**Removing a 3p electron from argon-like ions**

All species here have the closed shell 3s² 3p⁶ and lose one 3p3/2 electron. Z is the nuclear charge. The Koopmans value K is minus the Dirac–Hartree–Fock orbital energy, with all other orbitals frozen. "ΔSCF less Koopmans" is the change R when the ion gets its own self-consistent field. The two shifts are alternative self-energy corrections to K. Ar, Ca2+ and Cu11+ serve as guides.

B-spline many-body code 1, no-pair Dirac-Coulomb: removal of a 3p3/2 electron from the closed shell [Ne] 3s² 3p⁶, by Dirac-Hartree-Fock plus a diagonal self-energy. The two shifts are alternative corrections to the Koopmans value; the final removal energy is the Koopmans value plus the shift with TDHF screening, the Breit part and the QED part.

```tsv
species	Z	charge (e)	Koopmans value (3p3/2) (eV)	ΔSCF less Koopmans (3p3/2) (eV)	second-order shift (3p3/2) (eV)	shift, TDHF screening (3p3/2) (eV)	Breit part (3p3/2) (eV)	QED part (3p3/2) (eV)	removal energy, final (3p3/2) (eV)	table value (eV)	kind of table value
Ar	18	0	15.995	-1.3033	-0.3025	-0.2096	-0.00068305	0.0011400	15.786	15.759612	measured
K+	19	1	31.741	-1.2099	-0.1025	-0.08348	-0.0035533	0.0015848	31.655	31.625	measured
Ca2+	20	2	50.936	-1.1544	0.02981	0.007573	-0.0076941	0.0020324	50.937	50.91316	measured
Sc3+	21	3	73.437	-1.1180	0.1286	0.07967	-0.013239	0.0024869	73.506	73.4894	measured
Ti4+	22	4	99.164	-1.0928	0.2073	0.1392	-0.020326	0.0029453	99.286	99.299	measured
V5+	23	5	128.07	-1.0747	0.2731	0.1904	-0.029096	0.0034007	128.23	128.125	measured
Mn7+	25	7	195.28	-1.0514	0.3803	0.2758	-0.052249	0.0042672	195.51	195.5	semi empirical
Fe8+	26	8	233.56	-1.0438	0.4260	0.3130	-0.066916	0.0046566	233.81	233.6	semi empirical
Co9+	27	9	274.93	-1.0381	0.4677	0.3470	-0.083832	0.0050002	275.20	275.4	semi empirical
Ni10+	28	10	319.38	-1.0337	0.5064	0.3789	-0.10314	0.0052842	319.66	319.5	semi empirical
Cu11+	29	11	366.92	-1.0303	0.5429	0.4092	-0.12498	0.0054936	367.21	367	semi empirical
```

The fits, each to all eleven rows, and the errors of each level are printed after the text.

**1. What makes the energy rise from 16 to 367 eV?**

Almost only K: it rises by 350.93 eV of the total 351.42 eV. Measuring lengths in units of 1/Z turns the electron repulsion into a perturbation of strength 1/Z, so K = Ry·Z²/9 + bZ + c + d/Z + …, with Ry = 13.6 eV. The first term is the hydrogenic n = 3 energy. The b and c terms drop out of the second difference K(Z+1) − 2K(Z) + K(Z−1), which should approach 2Ry/9 = 3.02 eV. It falls from 3.45 eV at K+ to 3.09 eV at Ni10+.

This gives an estimate with no fit. From Ni10+ and Co9+, K(Cu11+) ≈ 2 × 319.38 − 274.93 + 3.02 = 366.85 eV, against 366.92 eV computed. The missing 0.07 eV, of which up to 0.02 eV may be rounding, is of the order of the d/Z term. A bare-nucleus Dirac Z⁴ term would be nearly as large, but it overstates the case for a 3p3/2 electron, which is screened more strongly once the s and p1/2 shells contract relativistically. The table can't apportion the parts.

One screening constant fails. With Zeff = 3√(K/Ry), the screening Z − Zeff drops from 14.75 in Ar to 13.42 in Cu11+, as expected for an orbital that penetrates the core further when it contracts. The best single constant misses Ar by 13 eV. The three-constant series misses by 0.14 eV at worst, again in Ar, still far above the rounding.

**2. ΔSCF lets the orbitals relax. Is it better than K?**

It is worse in every row, lying 1.07 to 1.59 eV below the table value with Breit and QED added, while K is never off by more than 0.47 eV bare or 0.55 eV with them. Relaxation lowers the ion and so the removal energy. Correlation works the other way, because 18 electrons hold more correlation energy than 17. ΔSCF keeps the first effect and omits the second.

The size of R follows from second-order reasoning. The hole's potential couples occupied to empty orbitals by matrix elements ∝ Z, and gaps to higher shells go as Z². Squared element over gap tends to a constant. The fit R = −0.953 − 1.151/Zeff eV follows the column within 0.006 eV. The residuals run smoothly and exceed the rounding by up to a hundredfold, so −0.95 eV is no firm limit.

**3. Why does the TDHF shift change sign, and why is K so good for Ca2+?**

The self-energy already contains relaxation, so R must not be added to it. The remainder C = shift − R measures the net correlation lost with the electron, though only roughly, since the self-energy's relaxation isn't exactly that of ΔSCF. From Ar to Cu11+ the shift rises by 0.619 eV, of which 0.273 eV is weakening relaxation and 0.346 eV growing C. Relaxation dominates the first step (0.093 against 0.033 eV); in the last it has almost stopped (0.003 against 0.027 eV).

Theory argues why C doesn't level off as R does. The empty 3d shell has the same n as 3s and 3p, so its gap comes from electron repulsion alone and grows as Z. Squared element over gap then grows as Z. Two such terms oppose each other: the 3p² → 3d² pair correlation lost with the electron raises the removal energy, and the mixing of 3s²3p⁵ with 3s3p⁵3d in the ion lowers it, so C grows only by their difference. The numbers agree with steady growth: a line in Z fits C within 0.009 eV, whereas a + b/Zeff misses by 0.074 eV. They don't fix the form, since from Sc3+ on the steps shrink slowly and a gently curved function would do at least as well, and no column isolates the 3d part.

For Ca2+, a row inside both fits, R ≈ −0.953 − 1.151/5.80 = −1.151 eV and C ≈ 0.5306 + 0.0316 × 20 = 1.163 eV. The sum is about +0.01 eV; the table has +0.008 eV. K lands within 0.023 eV of the measured value because two effects above 1 eV cancel. To either side K drifts off, by +0.235 eV in Ar and −0.135 eV in Ti4+.

**4. What changes with the form of the self-energy?**

Each level except bare K is compared with the printed Breit and QED parts added, an approximation for the lower levels. In Ar, plain second order overshoots the correction and ends 0.067 eV below the table value, while TDHF screening ends 0.026 eV above. The same runs give two intermediate forms. Screening the direct term alone by ring diagrams gives Ar a shift of +0.191 eV, the wrong sign, and an error of +0.427 eV. Including the hole–particle interaction turns the shift to −0.200 eV, close to the TDHF −0.210 eV. That attraction lowers the excitation energies of the shell and makes it more polarisable, which is a likely reason that it matters here.

Over Ar to Ti4+, leaving out V5+ (see question 7), the mean absolute error is 0.112 eV for bare K, 0.049 eV for second order and 0.022 eV for the final form. With V5+, where bare K (−0.055 eV) beats the final form (+0.105 eV), the three means are 0.103, 0.073 and 0.036 eV. Second order beats the final form in K+, and the hole–particle form beats it in Ca2+ (+0.009 eV). The final form was chosen after comparison with 13 atoms, so its lead is no blind test. The weight of the one-hole state, 0.92 in Ar and 0.98 in Cu11+, supports a self-energy linearised in energy.

**5. When do Breit and QED matter?**

The Breit part, the magnetic and retardation correction to the repulsion, lowers the removal energy in every row. At large Z it scales as α²Z³ (α the fine-structure constant): a Coulomb energy ∝ Z times two velocities ∝ Zα. This gives the power, not the size, which needs a screened charge and a prefactor of a few hundredths. It grows 183-fold from Ar to Cu11+, where it cancels 31% of the shift. QED stays below 0.006 eV. A fit ∝ (Z − s)³ holds within 14% of the column from K+ on and overshoots Ar by 139%. The 3p1/2 hole of Ar has a Breit part over ten times larger, −0.008 eV, and the two holes together show a near-cancellation. Averaged 2:1 over j the Ar value is −0.0031 eV, and the j-dependent part, +0.0025 eV for 3p3/2, removes about four fifths of it; in Cu11+ it removes about a fifth. The average grows only 49-fold. From Ni10+ to Cu11+ Breit moves by −0.022 eV against +0.030 eV for the shift, and its steps are growing while the shift's shrink.

**6. What if the 3p1/2 electron were taken?**

It costs more, by 0.18 eV in Ar and 3.56 eV in Cu11+. Inverting the hydrogenic splitting Ry·α²Zfs⁴/54, where 54 = n³l(l+1), gives a screening Z − Zfs of only 7.2 and 6.3. Spin–orbit coupling weights the region near the nucleus, inside most of the screening charge, so this screening comes out at about half that found from K. It is an effective number only: it mixes the nearly bare field near the nucleus with the orbital's amplitude there, which the outer screening reduces.

**7. Which digits can be trusted?**

The errors of Ar to Ti4+ lie between −0.013 and +0.030 eV. Recoil, which is left out, is of order electron mass over nuclear mass times the energy, some 10⁻⁴ eV in Ar, too small to explain them. Basis size, higher orders and the diagonal approximation can't be told apart here. The second decimal of the final energy is therefore uncertain.

From Fe8+ on the errors jump between about +0.2 and −0.2 eV, and the semi-empirical references are the rough side. Computed second differences at Fe8+ and Co9+ are 3.09 and 3.07 eV; tabulated ones are 3.70 and 2.30 eV, though rounding allows only 0.20 eV. Cu11+ is printed to 1 eV. These rows can't rank the levels: K beating the final form in Fe8+, Ni10+ and Cu11+ means nothing.

V5+ is harder. Its reference is measured, yet the final value lies 0.1 eV above it. The second difference centred on Ti4+, which uses V5+, is 3.16 eV computed and 3.02 eV tabulated, after 3.23 eV at Sc3+ and below the 3.1 eV still computed at Ni10+. A closed-shell sequence with one dominant hole state should be smooth, which points at the reference without proving it. Is the V5+ value about 0.1 eV too low, or does the ion hold a state mixing that a diagonal self-energy can't see?

Output of the analysis:

```
K, one sigma=13.63: rms 8.1566 worst Ar +12.8482 eV
K=RyZ^2/9+bZ+c+d/Z: b,c,d=-37.53 155.02 836.78: rms 0.0797 worst Ar -0.1415 eV (floor 0.0005-0.005)
relax=a+b/Zeff: a,b=-0.953 -1.151: rms 0.0030 worst K+ +0.0058 eV (floor 0.00005)
C=TDHF-relax=a+bZ: a,b=0.5306 0.0316: rms 0.0051 worst Cu11+ +0.0085; alt a+b/Zeff 1.462 -1.439: rms 0.0475 worst Ar -0.0740 eV
Breit=-A(Z-s)^3: s=14.71, A=0.0316 alpha^2 hartree
ion    Zeff  sigma resK  resRelax  C     resC_Z  resC_1/Zeff Breit_res% TDHF/K%
Ar     3.25 14.75 -0.141 -0.0035 1.0937 +0.0063 -0.0740 +138.6 -1.310
K+     4.58 14.42 +0.075 +0.0058 1.1264 +0.0052 +0.0216   +1.7 -0.263
Ca2+   5.80 14.20 +0.111 +0.0032 1.1620 +0.0013 +0.0522  -11.9 +0.015
Sc3+   6.97 14.03 +0.074 -0.0001 1.1977 -0.0028 +0.0580  -13.9 +0.108
Ti4+   8.10 13.90 +0.015 -0.0023 1.2320 -0.0055 +0.0524  -12.7 +0.140
V5+    9.20 13.80 -0.041 -0.0033 1.2651 -0.0069 +0.0407  -10.3 +0.149
Mn7+  11.37 13.63 -0.085 -0.0028 1.3272 -0.0058 +0.0083   -4.5 +0.141
Fe8+  12.43 13.57 -0.079 -0.0018 1.3568 -0.0037 -0.0104   -1.5 +0.134
Co9+  13.49 13.51 -0.043 -0.0002 1.3851 -0.0004 -0.0297   +1.4 +0.126
Ni10+ 14.53 13.47 +0.020 +0.0016 1.4126 +0.0037 -0.0495   +4.3 +0.119
Cu11+ 15.58 13.42 +0.094 +0.0035 1.4395 +0.0085 -0.0697   +7.0 +0.112
Ar->Cu: K 350.93, final 351.42, TDHF +0.619 = relax +0.273 + C +0.346 eV
C step/Z first 0.0327 last 0.0269; relax step first 0.0934 last 0.0034 eV
zero of shift, linear interp: TDHF Z=19.92, 2nd order Z=19.77
Cu: |Breit|/TDHF 31%; Breit ratio Cu/Ar 183, QED ratio 4.8; max|K+TDHF+B+Q-final| 0.0047 eV
less table (eV): K | K+BQ | dSCF+BQ | 2nd+BQ | TDHF noBQ | final | table rounding
Ar    +0.235 +0.236 -1.067 -0.067 +0.026 +0.026  5e-07 meas
K+    +0.116 +0.114 -1.096 +0.012 +0.033 +0.030  5e-04 meas
Ca2+  +0.023 +0.017 -1.137 +0.047 +0.030 +0.024  5e-06 meas
Sc3+  -0.052 -0.063 -1.181 +0.065 +0.027 +0.017  5e-05 meas
Ti4+  -0.135 -0.152 -1.245 +0.055 +0.004 -0.013  5e-04 meas
V5+   -0.055 -0.081 -1.155 +0.192 +0.135 +0.105  5e-04 meas
Mn7+  -0.220 -0.268 -1.319 +0.112 +0.056 +0.010  5e-02 semi
Fe8+  -0.040 -0.102 -1.146 +0.324 +0.273 +0.210  5e-02 semi
Co9+  -0.470 -0.549 -1.587 -0.081 -0.123 -0.200  5e-02 semi
Ni10+ -0.120 -0.218 -1.252 +0.289 +0.259 +0.160  5e-02 semi
Cu11+ -0.080 -0.199 -1.230 +0.343 +0.329 +0.210  5e-01 semi
MAE measured: 0.103 0.111 1.147 0.073 0.043 0.036 eV
MAE measured w/o V5+: 0.112 0.117 1.145 0.049 0.024 0.022 eV
MAE semi-emp: 0.186 0.267 1.307 0.230 0.208 0.158 eV
2nd diffs at K+ Ca2+ Sc3+ Ti4+ Fe8+ Co9+ Ni10+; 2Ry/9=3.023; bare Dirac add Z=28 ~0.06
 K 3.45 3.31 3.23 3.18 3.09 3.08 3.09 | final 3.41 3.29 3.21 3.16 3.09 3.07 3.09 eV (floor up to 0.02)
 table 3.42 3.29 3.23 3.02 3.70 2.30 3.40 | floor 0.00 0.00 0.00 0.00 0.20 0.20 0.65
Ar Ca V Co Cu less table: direct-only +0.427 +0.315 +0.327 -0.036 +0.358; hole-particle +0.036 +0.009 +0.076 -0.248 +0.159
3p1/2-3p3/2 0.18 0.39 0.96 2.41 3.56 eV; Zfs 10.8 13.1 16.4 20.6 22.7; Z-Zfs 7.2 6.9 6.6 6.4 6.3
```
